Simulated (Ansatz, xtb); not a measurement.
Two isomers of CH3AlI

Structure X: `[CH2][AlH][I]`, a doublet. Structure Y: `[CH3][Al][I]`, a doublet. Both are isolated molecules in the gas phase, relaxed with r2SCAN-D4/def2-SVP; each stands in its lowest conformer found.

X (Å):

```xyz
6

C    -0.4411    0.8278   -0.6644
Al   -0.2295   -0.7180    0.4574
I     1.7368   -0.7865    1.9745
H    -1.2267   -1.9427    0.4728
H     0.2535    1.6791   -0.6768
H    -1.2745    0.9610   -1.3695
```

Y (Å):

```xyz
6

C    -0.6097   -0.9210    0.2532
Al   -0.1464    0.6059   -0.8983
I     2.2750    1.2865   -0.9505
H    -1.6828   -1.1667    0.2483
H    -0.3037   -0.7035    1.2916
H    -0.0449   -1.8112   -0.0753
```

Quicker runs give these differences E(Y) − E(X): GFN2-xTB −36.6 kJ/mol; HF/STO-3G −4.7 kJ/mol (at GFN2-xTB geometries); r2SCAN-D4/def2-SVP//GFN2-xTB −77.2 kJ/mol.

Task: Estimate E(Y) − E(X) at the level CCSD(T)/def2-SVP + ΔMP2/def2-TZVPP.

Result: Calculated at CCSD(T)/def2-SVP + ΔMP2/def2-TZVPP: E(Y) − E(X) = −78.0 kJ/mol, so structure Y lies lower.

Level by level:

| level | geometry | E(Y) − E(X) (kJ/mol) | departure from the last row (kJ/mol) | job, with rough time for the two |
| --- | --- | --- | --- | --- |
| GFN2-xTB | GFN2-xTB | −36.6 | +41.4 | optimisation, 2.3 s |
| HF/STO-3G | GFN2-xTB | −4.7 | +73.3 | single point, 4.7 s |
| r2SCAN-D4/def2-SVP//GFN2-xTB | GFN2-xTB | −77.2 | +0.7 | single point, 16 s |
| r2SCAN-D4/def2-SVP | r2SCAN-D4/def2-SVP | −79.6 | −1.7 | optimisation, 4.2 min |
| HF/def2-SVP | r2SCAN-D4/def2-SVP | −44.9 | +33.0 | part of the CCSD(T) run |
| MP2/def2-SVP | r2SCAN-D4/def2-SVP | −86.0 | −8.1 | part of the CCSD(T) run |
| CCSD(T)/def2-SVP | r2SCAN-D4/def2-SVP | −76.1 | +1.9 | single point |
| CCSD(T)/def2-SVP + ΔMP2/def2-TZVPP | r2SCAN-D4/def2-SVP | −78.0 |  | single point, 98 s |

As drawn, Y has 1 C–H in place of 1 Al–H.

The levels shown agree on the order. The largest departure from CCSD(T)/def2-SVP + ΔMP2/def2-TZVPP is that of HF/STO-3G, 73.3 kJ/mol. The last row adds to CCSD(T) the change of the MP2 difference between the two basis sets, here −1.9 kJ/mol.

With harmonic frequencies from r2SCAN-D4/def2-SVP (ideal gas, rigid rotor, one conformer each, 298.15 K, 1 atm): the zero-point term adds +13.5 kJ/mol; ΔH is −64.6 and ΔG −66.4 kJ/mol.

Open shells are spin-unrestricted. The correlated steps freeze 10 core orbitals; the filled d shell of I is correlated, in a basis made for valence electrons. Atoms past krypton carry core potentials in the def2 sets, other sets are all-electron and non-relativistic, and no spin–orbit term is included. Programs: Ansatz 0.2.0, xtb 6.7.1; the last row on 1 thread of AMD EPYC (Zen 3) on a shared host.

The aluminium-centred radical Y lies below the carbon-centred radical X at every level, and the preference survives thermal correction, with ΔG at −66.4 kJ/mol. Moving hydrogen from aluminium to carbon exchanges an Al–H bond for a stronger C–H bond. This gain outweighs the cost of taking aluminium from its usual trivalent state to a formally divalent one. In Y the unpaired electron can occupy an aluminium σ-type orbital with appreciable 3s character, which eases that cost. In X it sits mainly in a carbon 2p orbital, where the planar framework allows only modest delocalisation into the empty aluminium 3p orbital.

The zero-point term works against Y because C–H vibrations are stiffer than Al–H ones. Hartree–Fock already gives the right order but understates the gap, probably because correlation favours the fuller, compact valence shell of the methyl carbon. The energy difference alone doesn't show how readily X would rearrange, since that depends on the barrier to hydrogen migration.
